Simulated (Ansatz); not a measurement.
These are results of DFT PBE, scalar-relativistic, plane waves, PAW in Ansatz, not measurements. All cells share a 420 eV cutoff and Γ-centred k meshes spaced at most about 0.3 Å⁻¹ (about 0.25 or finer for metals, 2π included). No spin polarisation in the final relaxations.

These are static total energies at zero pressure.

Two relaxed structures of SnPb3Se4:

A.

```yaml
crystal:
  lattice:
    - [6.18210, 0.00000, 0.00000]
    - [0.00000, 6.18210, 0.00000]
    - [0.00000, 0.00000, 6.18210]
  atoms:
    - { symbol: Sn, position: [0.00000, 0.00000, 0.00000] }
    - { symbol: Pb, position: [0.50000, 0.00000, 0.50000] }
    - { symbol: Pb, position: [0.00000, 0.50000, 0.50000] }
    - { symbol: Pb, position: [0.50000, 0.50000, 0.00000] }
    - { symbol: Se, position: [0.50000, 0.50000, 0.50000] }
    - { symbol: Se, position: [0.00000, 0.50000, 0.00000] }
    - { symbol: Se, position: [0.50000, 0.00000, 0.00000] }
    - { symbol: Se, position: [0.00000, 0.00000, 0.50000] }
```

B.

```yaml
crystal:
  lattice:
    - [4.38169, 2.52977, 3.58903]
    - [-4.38169, 2.52977, 3.58903]
    - [0.00000, -5.05954, 3.58903]
  atoms:
    - { symbol: Sn, position: [0.98518, 0.98518, 0.98518] }
    - { symbol: Pb, position: [0.99702, 0.49702, 0.49702] }
    - { symbol: Pb, position: [0.49702, 0.49702, 0.99702] }
    - { symbol: Pb, position: [0.49702, 0.99702, 0.49702] }
    - { symbol: Se, position: [0.50254, 0.50254, 0.50254] }
    - { symbol: Se, position: [0.52101, 0.00177, 0.00177] }
    - { symbol: Se, position: [0.00177, 0.00177, 0.52101] }
    - { symbol: Se, position: [0.00177, 0.52101, 0.00177] }
```

Question: Which is lower in energy, and by how much?

Answer: They are level within the accuracy (3 meV/atom apart, with B the lower in these runs). A has Sn and Pb ordered on rock salt sites, space group Pm-3m (No. 221), 29.5 Å³/atom and no gap on its mesh; B has Sn and Pb ordered on rock salt sites, space group R3m (No. 160), 29.8 Å³/atom and a gap of 0.13 eV. Counting Se atoms around Pb and Sn (those within 1.25 times the shortest such distance or 1.15 times the sum of covalent radii, 1.27 where that leaves under three; a plus sign parts nearer from farther groups; the shortest distance is added where it exceeds 1.18 times the sum of covalent radii), A has Sn 6 from 3.1 Å, Pb 6 and B has Sn 3+3, Pb 6. In A, around Sn lie 6 Se at 3.09 Å; Pb is surrounded by 6 Se at 3.09 Å; Se on a site of symmetry m-3m has 6 Pb at 3.09 Å; 1 more site not described. In B, Sn is surrounded by 3 Se at 2.88 Å and 3 Se at 3.33 Å; around Pb lie 6 Se at 3.07–3.14 Å; around Se on a site of symmetry 3m lie 6 Pb at 3.07–3.14 Å; 1 more site not described. Both come from invented guesses.

These runs have no spin–orbit coupling, which can matter for Pb. Kohn–Sham gaps at this level usually fall short of measured ones. The missing spin–orbit coupling can work the other way here. The zero gap of Pm-3m may come from the functional, which often closes small gaps. Cells relaxed within their symmetry can be saddle points. The R3m cell of SnPb3Se4 came from shaking the Pm-3m one.

Structure B is a polar distortion of A in which mainly Sn leaves the centre of its octahedron, splitting six equal Sn–Se contacts into three at 2.88 Å and three at 3.33 Å, while Pb keeps a nearly regular shell. The difference follows from the lone pairs. The Sn 5s level lies closer to Se 4p than the relativistically stabilised Pb 6s does, so off-centring lets Sn 5p mix more effectively into the filled antibonding s–p states. A site sized largely by the bigger Pb ion probably helps, since it leaves Sn loosely held.

The same loss of inversion symmetry allows filled Se p and empty cation p states to mix and repel, which probably accounts for the gap in B. The near-degeneracy suggests a shallow energy surface for Sn displacement, on which thermal motion could restore cubic symmetry on average; it does not establish a polar ground state. With one Sn per cell, all Sn atoms must shift in parallel, so antiparallel or disordered displacements remain untested.
